## The finite-size shift of s levels: a charged shell as an exactly solvable nucleus

### The general statement

Take one electron bound to a nucleus of charge $Ze$ and mass $M$, with reduced mass $\mu=m_eM/(m_e+M)$, described by the Schrödinger equation. The nuclear charge is static and has a spherically averaged density $n(r)$ normalised to one, with mean square radius $\langle r^2\rangle=\int r^2 n\,d^3r$. It is convenient to measure lengths and energies in the scaled atomic units

$$a=\frac{\hbar}{Z\alpha\mu c},\qquad \mathcal E=(Z\alpha)^2\mu c^2 ,$$

in which the Hamiltonian is $-\tfrac12\nabla^2+V$, the point nucleus gives $V=-1/r$, the levels are $-1/2n^2$, and $|\psi_{n0}(0)|^2=1/\pi n^3$. The extended nucleus changes the potential by

$$w(r)=V(r)+\frac1r,\qquad \nabla^2 w=4\pi\,[\,n(r)-\delta^3(\mathbf r)\,].$$

By Gauss's theorem $w$ vanishes outside the charge. Inside, the enclosed charge is less than the total, the attraction is weaker, and $w\ge0$. Since $\nabla^2 r^2=6$ and the surface terms vanish, Green's identity gives

$$\int w\,d^3r=\frac16\int w\,\nabla^2r^2\,d^3r=\frac16\int r^2\,\nabla^2w\,d^3r=\frac{2\pi}{3}\langle r^2\rangle .\tag{1}$$

If $\psi$ is taken as constant over the nucleus, first-order perturbation theory yields $\Delta E_0=\tfrac{2\pi}{3}|\psi(0)|^2\langle r^2\rangle=\tfrac23\langle r^2\rangle/n^3$ for $l=0$. In ordinary units

$$\Delta E_0=\frac{2\pi}{3}Z\alpha\hbar c\,|\psi_{n0}(0)|^2\langle r^2\rangle=\frac23\,\frac{(Z\alpha)^4\mu^3c^4}{\hbar^2n^3}\,\langle r^2\rangle .\tag{2}$$

The level moves up, and at this order the charge distribution enters through $\langle r^2\rangle$ alone. A shell of radius $R$ has $\langle r^2\rangle=R^2$, a uniform sphere $3R^2/5$. Two things are left open by this argument. The perturbation is singular, $w\simeq1/r$ near the origin, so the size of the second order is not obvious, and the variation of $\psi$ over the nucleus has been dropped. A model that is solved without perturbation theory settles both.

### The model and its exact level condition

Put the whole charge on a thin shell of radius $\rho=R/a$. The potential is $-1/\rho$ for $r<\rho$ and $-1/r$ outside, so $\rho$ is the only parameter and equals the rms radius. Write $E=-1/2\nu^2$, which defines the effective quantum number $\nu$, set $\epsilon=1/\nu^2$, and let $u=r\psi$ up to normalisation.

Inside the shell the regular solution is

$$\phi=\frac{\sin kr}{k},\qquad k^2=\frac2\rho-\epsilon .$$

Outside, $u''=(\epsilon-2/r)\,u$, and the decaying solution is $u=\Gamma(1-\nu)\,z\,e^{-z/2}U(1-\nu,2,z)$ with $z=2r/\nu$ and $U$ the confluent hypergeometric function of the second kind. The prefactor makes $u(0)=1$. The standard logarithmic series of $U$ gives, with $\psi_0$ the digamma function and $(x)_j$ the rising factorial,

$$u=e^{-z/2}\Big\{1-2r\sum_{j=0}^\infty\frac{(1-\nu)_j\,z^j}{j!\,(j+1)!}\big[\ln z+\psi_0(1-\nu+j)-\psi_0(j+1)-\psi_0(j+2)\big]\Big\}.\tag{3}$$

Continuity of the logarithmic derivative at the shell is the exact level condition,

$$k\cot k\rho=\frac{u'(\rho)}{u(\rho)} .\tag{4}$$

To read it, split $u$ into two Coulomb solutions whose coefficients are polynomials in $\epsilon$. The regular one is $f=r\,e^{-r/\nu}{}_1F_1(1-\nu;2;2r/\nu)$. The irregular one is $g=h-2f\ln r$, where $h$ is a power series with $h(0)=1$ and, by convention, no linear term. Inserting the series in the radial equation fixes

$$f=r-r^2+\frac{2+\epsilon}{6}r^3-\frac{1+2\epsilon}{18}r^4+\dots,\qquad h=1+\Big(\frac\epsilon2-3\Big)r^2+\dots$$

Then $u=g-2B(\nu)f$, and $B$ follows from the terms linear in $r$ in (3). These are $-r/\nu$ from the exponential and the $j=0$ term, in which $\psi_0(1)+\psi_0(2)=1-2\gamma_E$. The reflection formula $\psi_0(1-\nu)=\psi_0(\nu)+\pi\cot\pi\nu$ gives

$$B(\nu)=\pi\cot\pi\nu+\psi_0(\nu)+\frac1{2\nu}-\ln\nu+\ln2+2\gamma_E-1 .\tag{5}$$

For a point nucleus $u$ must be proportional to $f$, so $B$ is infinite and $\nu$ is a positive integer. For a small nucleus $B$ is large and finite. With $\nu=n+\delta$ one has $B=1/\delta+O(1)$ and

$$\Delta E=\frac1{2n^2}-\frac1{2(n+\delta)^2}=\frac{\delta}{n^3}-\frac{3\delta^2}{2n^4}+\dots$$

The finite size thus acts as a negative quantum defect, $-\delta$.

### Expansion for a small nucleus

The matching can be written so that it holds for any charge distribution confined to $r<r_0$. Let $\phi$ be the regular interior solution with $\phi'(0)=1$. It obeys $\phi''=(\epsilon-2/r+2w)\phi$, so for any Coulomb solution $y$ the Wronskian satisfies $(y'\phi-y\phi')'=-2wy\phi$. At the origin the Wronskian is $0$ for $y=f$ and $-1$ for $y=g$. Requiring $u'\phi-u\phi'=0$ at $r_0$ gives the exact relation

$$B(\nu)=\frac{1+2\int_0^{r_0}w\,g\,\phi\,dr}{4\int_0^{r_0}w\,f\,\phi\,dr}.\tag{6}$$

*Leading order.* For $r_0\ll1$ put $f\simeq\phi\simeq r$ and drop the integral in the numerator, which is of order $r_0$. Equation (1) states $\int wr^2dr=\langle r^2\rangle/6$. Hence $B=3/2\langle r^2\rangle$, $\delta=\tfrac23\langle r^2\rangle$ and $\Delta E=\tfrac23\langle r^2\rangle/n^3$. This is (2), now obtained as the leading term of an exact condition. The factor $1/n^3$ appears here as $dE/d\nu$, without any use of $|\psi(0)|^2$.

*Next order, shell.* Here $w=1/r-1/\rho$ and $\phi=r-r^3/3\rho+\dots$, because $k^2\simeq2/\rho$. The numerator is $1+2\int wr\,dr=1+\rho$. In the denominator $f\phi=r^2-r^3-r^4/3\rho+\dots$, and the three integrals are $\rho^2/6$, $-\rho^3/12$ and $-\rho^3/60$, which sum to $\tfrac16\rho^2(1-\tfrac35\rho)$. Therefore $B=\tfrac{3}{2\rho^2}(1+\tfrac85\rho+\dots)$ and

$$\delta=\tfrac23\rho^2\big(1-\tfrac85\rho+\dots\big),$$

the same for every $n$ to this order.

*One order more.* It is now simpler to use (4) directly. With $\Lambda=k\rho\cot k\rho=1-s/3-s^2/45-2s^3/945-\dots$ and $s=k^2\rho^2=2\rho-\epsilon\rho^2$, the condition reads $2B=-2\ln\rho+P/D$, where at $r=\rho$

$$D=f'-\frac{\Lambda f}{\rho}=-\frac\rho3\Big[1-\frac{4}{15}\rho+\Big(\frac{31}{630}-\frac{\epsilon}{15}\Big)\rho^2+\dots\Big],$$

$$P=h'-\frac{2f+\Lambda h}{\rho}=-\frac1\rho\Big[1+\frac43\rho+\Big(\frac{41}{45}-\frac\epsilon6\Big)\rho^2+\dots\Big].$$

Division gives

$$B=\frac{3}{2\rho^2}+\frac{12}{5\rho}-\ln\rho+\frac{1353}{700}-\frac{3\epsilon}{20}+O(\rho).$$

The principal quantum number first enters $\delta$ through $\epsilon$ and the terms $\psi_0(n)+1/2n-\ln n$ of (5), at relative order $\rho^2$. For the 1s level (5) becomes $B=1/\delta+\gamma_E-\tfrac12+\ln2+O(\delta)$ and $\epsilon=1+O(\delta)$, so

$$\frac1\delta=\frac3{2\rho^2}+\frac{12}{5\rho}-\ln2\rho+\frac{799}{350}-\gamma_E+O(\rho).$$

Inverting this and using $\Delta E=\delta-\tfrac32\delta^2$, the rational parts combine as $\tfrac{64}{25}-1-\tfrac23\cdot\tfrac{799}{350}=\tfrac4{105}$, and

$$\Delta E_{1s}=\tfrac23\rho^2\Big\{1-\tfrac85\rho+\rho^2\Big[\tfrac{4}{105}+\tfrac23\big(\gamma_E+\ln2\rho\big)\Big]+O(\rho^3\ln\rho)\Big\}.\tag{7}$$

### What first-order theory does and does not contain

The first-order shift can be evaluated with the full 1s function $u=2re^{-r}$:

$$\Delta E^{(1)}=4\int_0^\rho\Big(\frac1r-\frac1\rho\Big)r^2e^{-2r}dr=1-\frac1\rho+\Big(1+\frac1\rho\Big)e^{-2\rho}=\tfrac23\rho^2-\tfrac23\rho^3+\dots$$

The exact $\rho^3$ term in (7) is $-\tfrac{16}{15}\rho^3$. The terms of this order in (6) are at most quadratic in $w$, so the remainder $-\tfrac25\rho^3$ is the second-order shift. It scales as $\rho^3$, and not as the square $\rho^4$ of the first-order shift, because $w$ couples the bound state to continuum states with momenta up to about $1/\rho$. Keeping the variation of $\psi$ over the nucleus while staying in first order therefore recovers only $5/8$ of the first correction. The table lists $\Delta E_{1s}/\tfrac23\rho^2$, with the exact value from the root of (4).

| $\rho$ | exact | $1-\tfrac85\rho$ | Eq. (7) | first order, full $\psi$ |
|---|---|---|---|---|
| 0.1 | 0.83892 | 0.84000 | 0.83350 | 0.90574 |
| 0.01 | 0.98379 | 0.98400 | 0.98378 | 0.99006 |

At $\rho=0.1$ the two-term form lies closer to the exact value than (7) does, because the omitted $\rho^3\ln\rho$ terms nearly cancel the $\rho^2$ term there. At $\rho=0.01$ the terms fall off in order.

### Where the shape enters

For a uniform sphere of radius $\rho_s$, $w=1/r-(3-r^2/\rho_s^2)/2\rho_s$. Integrating $\phi''\simeq2Vr$ twice gives $\phi=r-r^3/2\rho_s+r^5/20\rho_s^3$. In (6) the numerator is $1+\tfrac34\rho_s$, and the denominator integral is $\tfrac1{10}\rho_s^2-\tfrac1{24}\rho_s^3-\tfrac{13}{1260}\rho_s^3=\tfrac1{10}\rho_s^2(1-\tfrac{131}{252}\rho_s)$. Thus

$$\delta=\tfrac25\rho_s^2\big(1-\tfrac{80}{63}\rho_s+\dots\big).$$

In terms of the rms radius $\rho=\sqrt{3/5}\,\rho_s$ the leading term is again $\tfrac23\rho^2$, while the bracket is $1-1.639\,\rho$ in place of $1-1.6\,\rho$. Both are cases of the general result (Friar, 1979) that the next term of the shift is $-\tfrac13\langle|\mathbf r-\mathbf r'|^3\rangle/n^3$, the average being over two points drawn independently from $n(r)$. The moment is $\tfrac{16}5\rho^3$ for the shell and $\tfrac{32}{21}\rho_s^3$ for the sphere, and half of it divided by $\langle r^2\rangle$ reproduces $\tfrac85\rho$ and $\tfrac{80}{63}\rho_s$. A Gaussian density gives the coefficient $16/(3\sqrt{3\pi})=1.737$. Independence of the shape is thus a property of the leading term only, and among these three shapes the coefficient of the first correction varies little at fixed rms radius.

For $l>0$ the term (2) is absent because $\psi(0)=0$. The 2p function $u=r^2e^{-r/2}/\sqrt{24}$ gives for the shell $\int wu^2dr\simeq\rho^4/480$, smaller than the 1s shift by $\rho^2/320$.

### Li$^{2+}$ 1s for $^6$Li and $^7$Li

As inputs take $Z=3$, approximate nuclear masses of 6.0135 u and 7.0144 u, and approximate rms charge radii of 2.589 fm and 2.444 fm. All shifts below are those of the model with these inputs. The digits serve the comparison between the rows, and the next section says how many of them carry over to the ion.

| | $^6$Li$^{2+}$ | $^7$Li$^{2+}$ |
|---|---|---|
| $\mu/m_e$ | 0.9999088 | 0.9999218 |
| $a$ (fm) | 17640.8 | 17640.6 |
| $\mathcal E$ (eV) | 244.880 | 244.883 |
| $\langle r^2\rangle$ (fm$^2$) | 6.703 | 5.973 |
| $10^4\rho$ | 1.46762 | 1.38544 |
| $\Delta E_0$, Eq. (2) (μeV) | 3.516 | 3.134 |
| $\Delta E_0/h$ (MHz) | 850.24 | 757.70 |
| exact shell, ratio to $\Delta E_0$ | 0.999765 | 0.999778 |
| exact shell (MHz) | 850.04 | 757.53 |
| $\rho^3$ term, shell (MHz) | −0.200 | −0.168 |
| $\rho^3$ term, sphere (MHz) | −0.205 | −0.172 |

The equivalent uniform spheres have radii 3.342 fm and 3.155 fm. For both isotopes (2) amounts to 126.85 MHz per fm$^2$, and for $^6$Li the shift is $\tfrac43\rho^2=2.9\times10^{-8}$ of the binding energy $\mathcal E/2$. The exact root of (4) lies below the general statement by about two parts in $10^4$, all of it accounted for by $\tfrac85\rho$ at the digits shown. First-order theory with the full wave function would give the ratio 0.999853 for $^6$Li. Exchanging the shell for the sphere at fixed rms radius moves the $^6$Li level by 5 kHz out of 850 MHz, which is the quantitative content of shape independence for this ion.

With these radii the lighter isotope has the larger nucleus, by $0.730$ fm$^2$ in $\langle r^2\rangle$. The size effect raises its 1s level above that of $^7$Li by 92.54 MHz from (2) and by 92.51 MHz in the exact shell model. Since $\delta$ is common to all $ns$ levels, the 2s shift of $^6$Li$^{2+}$ is one eighth of the 1s shift, 106.28 MHz. In the 1s–2s interval $7/8$ of the 1s difference survives, so the size effect lowers the $^6$Li frequency relative to $^7$Li by 81 MHz.

### Terms outside the model

*Relativity.* The Dirac 1s density of a point nucleus grows towards the origin as $r^{2\sqrt{1-(Z\alpha)^2}-2}$. Cut off at the nuclear radius, this multiplies (2) by about $(2\rho)^{-(Z\alpha)^2}\simeq1+(Z\alpha)^2\ln(1/2\rho)$, up to non-logarithmic terms of relative order $(Z\alpha)^2=4.8\times10^{-4}$. For $^6$Li the logarithm is 8.13, the correction is $3.9\times10^{-3}$ or about $+3$ MHz, some 17 times the $\rho^3$ term, and about 0.4 MHz in the isotope difference. Radiative corrections to the size shift are of relative order $\alpha(Z\alpha)=1.6\times10^{-4}$, comparable with the $\rho^3$ term. In the Dirac theory $p_{1/2}$ levels also acquire a shift proportional to $\langle r^2\rangle$, suppressed by order $(Z\alpha)^2$ relative to s levels and far larger than $\rho^4/480$. The nonrelativistic shape corrections derived above are therefore not the largest corrections to (2) in Li$^{2+}$.

*Larger shifts of the same level.* The one-loop radiative shift of 1s has the scale $(\alpha/\pi)(Z\alpha)^4m_ec^2/h=66$ GHz and a coefficient of typically about 7 at $Z=3$, which gives about 0.46 THz. The 1s hyperfine splittings are typically about 8 GHz for $^6$Li$^{2+}$ and 30 GHz for $^7$Li$^{2+}$, so the size shift has to be referred to the hyperfine centre of gravity.

*The isotope shift.* The reduced masses differ by $1.3015\times10^{-5}\,m_e$, and the level $-\mathcal E/2$ lies lower in $^7$Li by 385.4 GHz. This mass shift has the same sign as the size effect and is $4.2\times10^3$ times larger. The radiative shift scales roughly as $\mu^3$, which contributes about 18 MHz to the isotope difference with the coefficient above. Recoil terms of order $(Z\alpha)^5m_e^2c^2/\pi M$ have a scale of 2.6 MHz in the difference, multiplied by a logarithmic coefficient of several units. These terms are a sizeable fraction of 93 MHz and must be subtracted before $\delta\langle r^2\rangle$ can be read from an isotope shift.

*The inputs.* The individual radii are typically uncertain by about 0.04 fm, which through $2\,\delta R/R$ is 3 per cent or 26 MHz for $^6$Li and exceeds all corrections to (2) estimated here. The difference of the radii is usually obtained from optical isotope shifts by means of the same proportionality to $\langle r^2\rangle$, so the value 93 MHz restates that input for the one-electron ion and does not test (2). At the precision that the inputs and the nonrelativistic treatment allow, the model's 1s size shifts are 0.85 GHz for $^6$Li$^{2+}$ and 0.76 GHz for $^7$Li$^{2+}$.